**Question**

Rate equations say a quantum cascade laser has no relaxation oscillations if the photon lifetime $\tau_p$ exceeds the upper-level lifetime $\tau_3$. In my short, lossy microcavity both are about 1 ps. Rate equations also let the gain follow the populations instantly. Does that assumption matter here?

**Answer**

It shifts the poles by about 5 % and removes the guarantee "at every power", but gives no resonance peak in the cases computed below.

**Where it enters.** Take one mode at the centre of a homogeneous line, with real field $E$ (photon number $E^2$), polarisation $P$ with dephasing time $T_2$, upper population $n$ summed over stages, pump rate $J$, gain coefficient $g$ and an empty lower level:

$$\dot E=-\frac{E}{2\tau_p}+P,\quad T_2\dot P=-P+\frac{g nE}{2},\quad \dot n=J-\frac{n}{\tau_3}-2EP .$$

The assumption is $T_2\to0$, so $P=gnE/2$. In steady state $gn_0=1/\tau_p$ and $P_0=E_0/2\tau_p$. Define $a=1/\tau_3$, $b=1/\tau_{st}=gE_0^2=(r-1)/\tau_3$ with $r=J/J_{th}$, and $\epsilon=T_2/2\tau_p$.

**Linearisation**, perturbations $\propto e^{st}$, $s=i\omega$. The field equation gives $\delta P=(s+1/2\tau_p)\,\delta E$. The other two become

$$s(1+\epsilon+sT_2)\,\delta E=\tfrac12 gE_0\,\delta n,\qquad (s+a)\,\delta n=\delta J-2E_0(s+1/\tau_p)\,\delta E .$$

The response normalised to its DC value is $H=(b/\tau_p)/D$ with

$$D=s(s+a)(1+\epsilon+sT_2)+b\,(s+1/\tau_p).$$

For $T_2=0$, $D=\omega_R^2-\omega^2+i\omega\Gamma$ with $\omega_R^2=b/\tau_p$ and $\Gamma=a+b$. Since $(a+b)^2\ge4ab$, the poles are real at every power if $\tau_p\ge\tau_3$. For $\Gamma^2\gg4\omega_R^2$ the bandwidth is $\omega_R^2/2\pi\Gamma=\tau_3/[2\pi\tau_p(\tau_3+\tau_{st})]$.

**First correction.** Divide $D$ by $1+\epsilon+sT_2$, which carries a fast pole near $-1/T_2$, and expand to first order in $T_2$:

$$s^2(1-bT_2)+s\,[a+b(1-3\epsilon)]+b(1-\epsilon)/\tau_p .$$

Normalising the $s^2$ term,

$$\omega_R^2\to\omega_R^2\,(1-\epsilon+bT_2),\qquad \Gamma\to\Gamma\,(1+bT_2)-3\epsilon b .$$

At $\tau_p=\tau_3$ the cubic factorises exactly:

$$D=(s+a)\,[T_2s^2+(1+\epsilon)s+b].$$

The pole $-a$ stays put and the pole $-b$ moves to $-b(1-\epsilon+bT_2)$ in first order. The bracket has complex roots once $4bT_2>(1+\epsilon)^2$: damped Rabi oscillation, absent from rate equations.

**Size.** Take as typical inputs a group index 3.3 and a total loss of 110 cm$^{-1}$, so $\tau_p=n_g/c\alpha=1.0$ ps, with $\tau_3=1$ ps and $T_2=0.1$ ps (FWHM $2\hbar/T_2=13$ meV). Then $\epsilon=0.05$.

- $r=1.2$: the pole moves from $-0.200$ to $-0.194$ ps$^{-1}$.
- $r=2$: it moves from $-1$ to $-1.06$ ps$^{-1}$ (first order $-1.05$). Solving $|H|^2=1/2$, the bandwidth goes from 102 to 105 GHz. The single-pole formula gives 80 GHz, because $\Gamma^2=4\omega_R^2$ here.
- Complex roots need $r>1+(1+\epsilon)^2\tau_3/4T_2=3.8$.

**The rival term.** An empty lower level isn't consistent with finite $T_2$, because $1/T_2\ge1/2\tau_2+1/2\tau_3$ bounds the lower-level lifetime $\tau_2$ from below. Replace $n$ by $n_3-n_2$ in the $P$ equation and add $\dot n_2=n_3/\tau_{32}+2EP-n_2/\tau_2$, where $1/\tau_{32}$ is the part of $a$ that feeds level 2. With $u=\tau_2/(1+s\tau_2)$ the same steps give $H\propto(1-u/\tau_{32})/D$,

$$D=s(s+a)(1+\epsilon+sT_2)+b\,(s+1/\tau_p)\,[1+u(s+a-1/\tau_{32})],$$

and the steady state gives $b\,[1+\tau_2(a-1/\tau_{32})]=(r-1)/\tau_3\equiv\tilde b$. At $\tau_p=\tau_3$ the factor $s+a$ survives, and the moving pole is, to first order,

$$s\approx-\tilde b\,[1-\epsilon+\tilde b\,(T_2-\tau_2)].$$

For a typical $\tau_2=0.2$ ps the new term is $-4$ % at $r=1.2$, comparable to the $-3$ % from $T_2$, and $-20$ % at $r=2$, against $+5$ %. With both kept, $\tau_{32}=\tau_3$ and $r=2$, the poles are $-1$, $-0.83$ and $-7.3\pm2.6i$ ps$^{-1}$ and the bandwidth is 94 GHz. The fast pair is already complex, so 3.8 is a figure for $\tau_2=0$ only. Its damping ratio, 0.94, exceeds $1/\sqrt2$, and the zero at $-4$ ps$^{-1}$ lies beyond the slow poles, so $|H|$ still falls monotonically. These are intrinsic bandwidths, without circuit parasitics or injector transport.